Stretching this silicon nitride crystal equally along all axes narrows its computed HSE06 gap by about 0.126 eV for each percent of length, from 3 % compression to 2 % expansion. The next percent takes away 0.154 eV, because the bottom of the conduction band then drops faster than before. The even part of the trend agrees with ordinary bonding arguments. The extra drop probably marks a change of the lowest empty band, which the data at hand can't confirm.

Si3N4 (P6_3/m, 14-atom cell) under hydrostatic strain, computed with Ansatz 0.2.0: HSE06, plane-wave PAW, 420 eV cutoff, 3×3×6 k mesh, no spin polarisation. The unstrained cell and the atoms in each strained cell were relaxed with r2SCAN. Strain is per length, positive for expansion; changes and energy rise are relative to the unstrained cell.

```csv
strain (%),band gap (eV),band gap change (eV),least direct gap change (eV),energy rise per atom (meV),pressure change (GPa)
-3,6.151,0.377,0.375,68.9,27.60
-2,6.025,0.251,0.251,28.9,17.30
-1,5.900,0.126,0.126,6.3,8.20
1,5.648,-0.126,-0.127,8.5,-7.20
2,5.522,-0.252,-0.256,30.9,-13.60
3,5.368,-0.406,-0.413,65.9,-19.20
```

**What happens to the two band edges**

The gap is the distance between the highest filled and the lowest empty level, and both levels move. In the same calculations both sink on expansion. In the step from +1 to +2 %, the conduction edge falls by 0.465 eV and the valence edge by 0.339 eV. The difference of these falls is the loss of gap.

The two falls shouldn't be read separately as properties of the material. A calculation on an endless crystal has no vacuum level against which to measure them, and part of each fall is a common shift of the energy scale. That shift drops out of the gap.

**Why the gap narrows**

The top of the valence band in silicon nitride consists mostly of nitrogen 2p lone pairs. They point away from the Si–N bonds and depend rather little on bond length. The lowest empty states are antibonding between silicon and nitrogen: they are pushed up because the orbitals of the two atoms overlap. Longer bonds mean less overlap and a weaker push, so the empty states come down towards the lone pairs. This is what the general chemistry of the nitride leads one to expect. The runs show that the gap narrows, but not the orbital make-up of the edges, nor how far each edge moves once the common shift is taken out.

The hydrogen molecule shows the upper half of this picture in its simplest form. When H₂ is stretched, its empty antibonding level comes down as the overlap fades. The likeness ends at the filled level, which in H₂ is bonding and rises, whereas here lone pairs form the upper filled edge. For a related insulator, the first question is therefore which edge depends more strongly on the bond being stretched.

**Why the trend is straight in length but not in pressure**

Up to +2 % each edge follows a curve, with smaller steps as the cell grows. The two curves bend by nearly the same amount, so their difference stays almost straight. This is expected if most of the bend belongs to the common shift of the energy scale. A fixed slope of 0.126 eV per percent, counted from the unstrained cell, gives the gap changes from -3 to +2 % to within 0.001 eV.

Against pressure the same gaps follow a clear curve. The gap changes by 12 meV per GPa between -3 and -2 %, but by 20 meV per GPa between +1 and +2 %. The crystal softens as its bonds lengthen, so each further percent of length takes less pressure. In these runs the length is imposed and the pressure results from it, so a gap that is straight in length must bend against pressure.

**What is odd at +3 %**

The fixed slope fails in the last row, where the computed gap lies 0.028 eV below it. To find the edge responsible, each one can be carried on smoothly from its values at 0, +1 and +2 %. At +3 % the computed valence edge lies within 0.001 eV of this continuation, while the computed conduction edge lies 0.029 eV below it. The same test on the compressed side finds no such break in the conduction edge.

The least direct gap shows the extra drop as well. The lowest conduction state lies at Γ, the centre of the Brillouin zone, and both gaps end there. They differ only in where they start, since the highest valence state lies about a third of the way from Γ to the zone boundary along the c direction. A break in the shared upper edge must appear in both.

The likely cause is a second conduction band that sinks faster and becomes the lowest one at Γ between +2 and +3 %. If so, it must fall further than the old band in that step, by about 0.03 eV or more. Two bands of different symmetry can cross at Γ without repelling each other, which would give such a sudden break. The levels above the edge and their orbital character would decide the matter, but they are not available. A sudden shift of the atoms is less likely, because pressure and valence edge run on smoothly.

**Why stretching first costs more energy, then less**

The energy column has an irregularity of its own. At 1 and 2 % the stretched cell lies higher than the squeezed one; at 3 % the order is reversed. The starting cell was relaxed with r2SCAN, and HSE06 would prefer it slightly smaller. The cell thus begins under a tension of 0.656 GPa, which makes stretching dearer and squeezing cheaper. The program warns that its stresses are loosely converged, but the energies roughly bear this one out: at 1 % the stretched cell lies 2.2 meV per atom above the squeezed one, where the tension alone would give 2.6 meV.

The size of this effect follows from tension times volume. With 10.40 Å³ per atom and a strain of 2 %, the difference between stretched and squeezed cell is

0.656 GPa × 10.40 Å³ × (1.02³ − 0.98³) ≈ 0.82 GPa Å³ ≈ 5.1 meV per atom.

The table gives only 2.0 meV. What is missing is the opposite effect: squeezed bonds stiffen and stretched ones soften, which makes compression the dearer direction. This part should grow roughly as the cube of the strain, while the tension part grows in proportion to it. From 2 to 3 % the remainder indeed grows by a factor of 3.43, against 3.375 for a pure cubic law. At 3 % it outweighs the tension, and the order turns round.

**What to do with it**

- Between -3 and +2 %, take 0.126 eV off the gap for each percent of added length, or 0.042 eV for each percent of added volume near the unstrained cell. Mixing up the two measures gives an error of a factor of three.
- Work from the change in length where it is known. A single pressure coefficient holds only over a narrow range.
- Don't carry the slope beyond +2 %. Before using gaps of more strongly stretched cells, compute the lowest few conduction levels at Γ between +2 and +3 %.
- Keep the slope to strain that is equal along all axes. A film stretched only in its plane deforms differently and needs its own calculation.
- On heating, the slope covers only the part of the gap change that comes from expansion. Atomic vibrations shift the gap as well, and they are not included here.

The printed analysis below gives the steps of both edges and the split of the energy difference for each size of strain.

Output of the analysis:

```
Change from the row above per percent of length:
  row  gap (eV)  direct gap (eV)  conduction edge (eV)  valence edge (eV)  pressure (GPa)
   -2    -0.126           -0.124               -0.5179            -0.3925           -10.3
   -1    -0.125           -0.125               -0.5036            -0.3779            -9.1
    1    -0.126          -0.1265               -0.4837            -0.3577            -7.7
    2    -0.126           -0.129               -0.4652            -0.3392            -6.4
    3    -0.154           -0.157               -0.4819            -0.3281            -5.6
Gap against pressure and place of the edges:
  row  gap per pressure from the row above (meV/GPa)  direct less indirect gap (eV)  valence top along Gamma-A (reciprocal lattice)
   -3                                            n/a                         0.2296                                          0.1562
   -2                                          12.23                         0.2316                                          0.1615
   -1                                          13.74                         0.2314                                          0.1667
    1                                          16.36                         0.2303                                          0.1719
    2                                          19.69                         0.2281                                          0.1771
    3                                           27.5                         0.2249                                          0.1823
Gap of the unstrained cell (eV): 5.774
Gap change per percent of volume, from the rows at -1 and +1 % (eV): -0.042
Extra fall of the gap in the last step against the step before (eV): -0.028
Conduction edge at +3 % less its smooth continuation from 0, +1, +2 % (eV): -0.02884
Valence edge at +3 % less its smooth continuation from 0, +1, +2 % (eV): -0.000779
Control, conduction edge at -3 % less its continuation from 0, -1, -2 % (eV): 0.00078
Energy of stretched less squeezed cell per atom, by size of strain:
  row  size of strain (%)  table (meV)  tension part (meV)  remainder (meV)
   -3                   3           -3               7.667           -10.67
   -2                   2            2               5.111           -3.111
   -1                   1          2.2               2.555           -0.355
    1                   1          2.2               2.555           -0.355
    2                   2            2               5.111           -3.111
    3                   3           -3               7.667           -10.67
Remainder at 3 % over remainder at 2 % (ratio): 3.429
The same ratio for a pure cubic law: 3.375
```
